Dear colleague,

For a ZnSe platelet with one electron trap, Nt = 1×10¹⁵ cm⁻³ centred 0.30 eV below the conduction-band edge Ec, I get about 2 mA/cm² at 30 V on the back of an envelope and 1.2 mA/cm² when I do it carefully. That modest gap is what survives of several larger factors pulling opposite ways, so I set out both calculations and then the accounts.

The model is this. Thickness L = 100 µm, bias V = 30 V, T = 300 K, two identical ohmic contacts, electrons only, injected at x = 0. The trap density, the depth Δ = Ec − Et = 0.30 eV and the width are assumed: I treat a discrete level and a Gaussian level of standard deviation σ = 30 meV, with Nt the total number per volume in both. The trap is neutral and a spin singlet when empty, negative and a doublet when filled, so g, the ratio of filled-state to empty-state degeneracy, is 2. The band mobility is μ = 500 cm²/(V s), a typical value for good crystals. Compiled values: static dielectric constant 9.1 (Palmer 2008), electron mass 0.13 mₑ (Karazhanov 2005, a low-temperature value), gap 2.71 eV (Skelton 2020), thermal conductivity 19 W/(m K) (Toher 2017).

1. By hand

The crystal accepts about the charge a capacitor would. With ε ≈ 9 × 9×10⁻¹⁴ ≈ 8×10⁻¹³ F/cm, Q = εV/L = 2.4×10⁻⁹ C/cm², which is 1.5×10¹² electrons per cm³. That is 0.15 % of Nt, so the traps are nearly empty and never run short. A free electron crosses in t = L²/(μV) = 6.7 ns, and if all the charge were free the current would be Q/t = 0.36 A/cm².

Only a fraction θ is free at any moment. Band and traps share the electrons as number of states times Boltzmann factor. The band offers Nc ≈ 10¹⁸ cm⁻³, a thousand times Nt, and lies 0.30 eV higher; with kT ≈ 25 meV that is 12 kT, and e⁻¹² ≈ 6×10⁻⁶. So θ ≈ 6×10⁻³. As for the width, a symmetric smearing of about kT puts as many traps above the centre as below, and I let it cancel. Then J ≈ 0.36 × 6×10⁻³ = 2.16 mA/cm², call it 2. Since θ does not depend on how much charge is injected, J goes as V²/L³.

2. With care

Statistics. In steady state the traps exchange electrons only with the band and share its quasi-Fermi level EF. A trap at energy E is filled with probability f = u/(1 + u), u = g exp[(EF − E)/kT], and the band is non-degenerate, n = Nc exp[−(Ec − EF)/kT], Nc = 2(2πm kT/h²)^(3/2). Put E = Et + σt with t a standard normal variable and s = σ/kT. Completing the square gives, for any k,

⟨exp(−k s t)⟩ = exp(k²s²/2).   (1)

While u ≪ 1 for the states that matter, f ≈ u, and (1) with k = 1 gives nt = g Nt exp[(EF − Et)/kT + s²/2]. Dividing, EF drops out:

r = n/nt = (Nc/(g Nt)) exp[−Δ/kT − σ²/(2(kT)²)],   θ = n/(n + nt) = r/(1 + r).   (2)

The discrete level is σ = 0.

Transport. Let F be the field counted positive when it drives electrons to the anode, and N = n + nt the injected charge density. Neglecting diffusion and the dark carriers for the moment, J = qμnF and ε dF/dx = qN. With n = θN,

F dF/dx = A,   A = J/(θεμ).   (3)

An ohmic cathode is an unlimited reservoir, F(0) = 0, so F = √(2Ax). Then V = ∫F dx = (2/3)√(2A) L^(3/2), and

J = (9/8) θ ε μ V²/L³,   (4)

the Mott–Gurney law multiplied by θ. Along the way F(L) = 3V/(2L) and N(x) = (3/4)(εV/qL²)√(L/x).

Numbers, carried unrounded between steps. kT = 25.85 meV, Nc = 1.176×10¹⁸ cm⁻³, ε = 8.057×10⁻¹³ F/cm, and the trap-free current is 0.408 A/cm². Δ/kT = 11.60 and exp(−Δ/kT) = 9.12×10⁻⁶. For the discrete level r = 5.37×10⁻³, θ = 5.34×10⁻³, J = 2.18 mA/cm². For the Gaussian s = 1.160, exp(s²/2) = 1.961, r = 2.74×10⁻³, θ = 2.73×10⁻³, J = 1.11 mA/cm².

When (2) holds. The product of the Gaussian and exp(−E/kT) is again a Gaussian of width σ, centred at Et − σ²/kT, here 35 meV below Et. That is where the trapped electrons sit. Since f = u × 1/(1 + u), the exact nt is the Boltzmann value times the average of 1/(1 + u) over this shifted Gaussian. The function is convex, so by Jensen's inequality the average is at least 1/(1 + ū), where ū is the shifted average of u, equal to ⟨u²⟩/⟨u⟩. By (1), with φ the Boltzmann value of nt/Nt,

ū = g exp[(EF − Et)/kT + 3s²/2] = κφ,   κ = exp(s²),
φ/(1 + κφ) ≤ nt/Nt ≤ φ.   (5)

The lower bound is exact for σ = 0 and correct to order φ² for any σ. So (2) is safe while φ ≪ exp(−s²), that is, while EF lies several kT below Et − 3σ²/(2kT) − kT ln g. It is tempting to ask only that EF stay a few kT under the peak at Et − σ²/kT, but the peak has width σ and its lower flank fills first. With EF + kT ln g placed 3kT below the peak, numerical integration shows nt short of the Boltzmann value by 4.7 % for σ = 0, 7.7 % for 30 meV and 15 % for 60 meV. For σ well above kT the condition from (5) is sufficient but stricter than needed, and the margin below the peak should be counted in several σ.

At our anode N = 1.13×10¹² cm⁻³ and n = 3.09×10⁹ cm⁻³, so EF lies 0.511 eV below Ec. The limit from (5) lies 0.370 eV below Ec, a margin of 5.4 kT; equivalently κ = 3.84 and κφ = 0.43 %. Toward the cathode φ grows as x^(−1/2), so the condition always fails somewhere, but κφ reaches 0.1 only at x = 0.19 µm.

Small departures within the drift picture. Suppose the true N makes dx = [F + b(F)] dF/A with b small. Then AL = ∫(F + b) dF and AV = ∫(F + b)F dF, both from 0 to F(L). With F₀ = √(2AL), first order gives F(L) = F₀ − ∫b dF/F₀ and AV = F₀³/3 − ∫b(F₀ − F) dF. Since J goes as V², at fixed V

ΔJ/J = (6/F₀³) ∫₀^F₀ b(F)(F₀ − F) dF.   (6)

Trap filling: for θ ≪ 1, (5) gives 1/N at most (1 + κφ) times its Boltzmann value, and φ ∝ n ∝ 1/F, so b is at most the constant κφ(L)F₀ and ΔJ/J ≤ 3κφ(L). That is 1.3 % for the Gaussian, and 0.34 % for the discrete level, where it is an equality at this order. Dark carriers n₀: N becomes (n − n₀)/θ, b = (n₀/n(L))F²/F₀, and ΔJ/J = n₀/(2n(L)), which means ΔJ is three quarters of the ohmic current qμn₀V/L. The ohmic current equals (4) at a dark resistivity of 2.7×10⁶ Ω cm; at an assumed 10⁹ Ω cm the correction is 0.2 %.

Diffusion. This is the largest term that (4) omits, and it can be had in closed form because n = θN survives. With V_T = kT/q, J = qμnF − μkT dn/dx turns (3) into A = FF′ − V_T F″, whose first integral is F²/2 − V_T F′ = Ax + const. The substitution F = −2V_T y′/y makes the left side 2V_T² y″/y, so y obeys Airy's equation d²y/dz² = zy in z = z₀ + x/ℓ, with ℓ³ = 2V_T²/A. An unlimited reservoir at a contact means y → 0 there. The zero at the anode, z = z_L, requires y = Ai − [Ai(z_L)/Bi(z_L)] Bi. For large z_L the second term is negligible at the cathode, so z₀ is the first zero of Ai, −2.338, where Ai′ = 0.7012; at the anode the Wronskian gives |dy/dz| = 1/(π Bi(z_L)). Equal large densities at the two contacts mean equal |F| by the first integral, so the ratio of the small values of y is that of the slopes, and V = ∫F dx = 2V_T ln[y(0)/y(L)] becomes

V/(2V_T) = ln[π Ai′(z₀) Bi(z_L)],   J = 2θεμV_T² (z_L − z₀)³/L³.   (7)

Keeping only ln Bi ≈ (2/3)z^(3/2) and dropping z₀ gives z_M = (3V/4V_T)^(2/3) and returns (4) exactly. Here z_M = 91.16, the root of (7) is z_L = 91.25, L/ℓ = 93.59, ℓ = 1.07 µm, and J is 1.082 times (4). Physically, electrons spill from the cathode, and the square-root field profile appears to start 2.338 ℓ = 2.5 µm inside the crystal. The correction falls only as V^(−2/3), and it lowers the slope of log J against log V to 1.95 at 30 V. A cathode with a barrier spills less and gives a smaller correction.

Next to each contact the traps are full and n = θN fails. Such a layer is at most about as thick as the distance over which a charge qNt drops 0.30 V, √(2ε × 0.30 V/(qNt)) = 0.55 µm; two of them shorten L enough to add at most about 3.3 % to J. This overlaps in part with the filling term, so the small corrections are not strictly multiplicative.

Other checks. The anode field is 4.5 kV/cm, the drift velocity 2.25×10⁶ cm/s against a thermal √(3kT/m) of 3.2×10⁷ cm/s; the squared ratio, 0.5 %, indicates the order of the heating effect on μ. Non-parabolicity with E(1 + aE) = ħ²k²/2m raises Nc by (15/4)a kT, which for a ≈ 1/Eg is 3.6 %. The second digit of the mass carries 5.8 % in Nc through rounding alone, and a low-temperature mass is being used at 300 K. Joule heat of 36 mW/cm² drops less than PL/λ = 0.002 K across the crystal, P being that power density and λ the thermal conductivity, so only the mount matters.

The model's current is therefore 1.11 × 1.082 × 1.013 ≈ 1.2 mA/cm² for the Gaussian level, and two figures are all it supports. For the discrete level the same steps give 2.4 mA/cm².

One term is absent only by assumption. If the trap is positive when empty, the field lowers its Coulomb barrier. The one-dimensional Poole–Frenkel lowering √(qF/πε), with the static ε, is 17 meV at 4.5 kV/cm, or 0.65 kT. Letting θ grow by exp[√(qF/πε)/V_T] in (3), (6) gives a first-order rise of (24/35) × 0.65 = 0.45, and integrating AL and AV in full gives a factor 1.6. That nearly undoes the Gaussian factor. The one-dimensional form overstates the effect, since only electrons leaving along the force see the full lowering, but the charge state of your trap has to be settled before J is read to better than this.

3. Why they differ

Here are the factors that carry the hand value of 2.16 mA/cm² to the careful one.

field profile, 9/8: 1.125
dielectric constant, 8.057/8: 1.007
Nc, 1.176/1: 1.176
kT = 25.85 meV in place of 25: 1.485
e⁻¹² rounded to 6×10⁻⁶: 1.024
degeneracy, 1/g: 0.500
θ in place of r: 0.995
running product, discrete level, law (4): 1.008
Gaussian width, ratio of the two θ: 0.511
running product, Gaussian level, law (4): 0.515
diffusion: 1.082
trap filling, upper bound: 1.013
total: 0.565

The agreement with the discrete level, 2.16 against 2.18, is luck. The first five factors multiply to 2.03 and the forgotten spin degeneracy happens to remove them. Had the trap been a doublet when empty and a singlet when filled, g = 1/2, r would be four times larger and the envelope would have missed by that factor.

The electrostatics was good to 9/8 for a reason. Charge spread through the bulk sits nearer the anode than charge on the cathode plate, so the crystal holds εF(L) = (3/2) εV/L. But the field is weak near the cathode, and the transit time ∫dx/(μF) is (4/3) L²/(μV). The two corrections oppose each other, (3/2)/(4/3) = 9/8. Quantities that enter as powers forgive rounding in the same way.

The exponent does not forgive. Taking 25 meV is a slip of 3.3 % in kT, equivalent to working at 290 K, but it is multiplied by twelve and becomes 0.40 in the exponent. From (2), d ln r/d ln T = 3/2 + Δ/kT + s² = 14.5, or 4.8 % per kelvin, and 10 meV in Δ is a factor 1.47.

The real failure of reasoning was the symmetry argument. The traps are symmetric about Et but the weight exp(−E/kT) is convex, so a trap below the centre gains more electrons than its mirror image loses. Two levels at Et ± σ would already have given cosh(σ/kT) = 1.75. The Gaussian gives more because of its tail: at the occupied peak, s standard deviations down, the density of traps is reduced by exp(−s²/2) = 0.51 while the Boltzmann weight is raised by exp(s²) = 3.84, and the product is the 1.961 above. The effect is quadratic in σ in the exponent, 1.08 for 10 meV and 14.8 for 60 meV. The envelope is safe only for σ well under kT, and the same width that halves θ cuts the usable filling, and so the upper voltage of the square law, by κ.

Diffusion and filling both push upward and recover a tenth, which leaves the envelope high by a factor 1.8.

This has a consequence for your fits. One isotherm yields only the product θμ, and cannot tell a Gaussian level from a discrete one of depth Δ + σ²/(2kT) = 0.317 eV. Temperature can. With β = 1/kT, ln(r/Nc) = −ln(gNt) − Δβ − σ²β²/2 is a parabola, if Δ and σ are taken independent of T. Its tangent at 300 K has slope −(Δ + σ²/kT), an apparent depth of 0.335 eV, and an intercept that corresponds to a density Nt exp(−s²/2) = 5.1×10¹⁴ cm⁻³. A straight Arrhenius line thus reports a trap too deep and too dilute, and the curvature gives σ² directly, provided μ(T) is known independently and divided out.

Finally, 1.2 mA/cm² belongs to the model and not to ZnSe. It scales with the assumed μ and 1/Nt, and it presumes that no other centre takes up charge. Empty deeper traps of density Nd must be filled first, which takes the voltage qNdL²/(2ε); at 30 V across 100 µm that allows only Nd below 3.0×10¹² cm⁻³. High-resistivity bulk ZnSe is typically compensated by deep centres at densities far above that, and good ohmic contacts to it are typically hard to make, so a real platelet at this bias may well carry a current lower by orders of magnitude. Before fitting (4), confirm a slope near 2, slightly under it at low bias as (7) predicts, and confirm the 1/L³ scaling on two thicknesses; a slope that climbs above 2 points to trap filling, deeper traps or barrier lowering.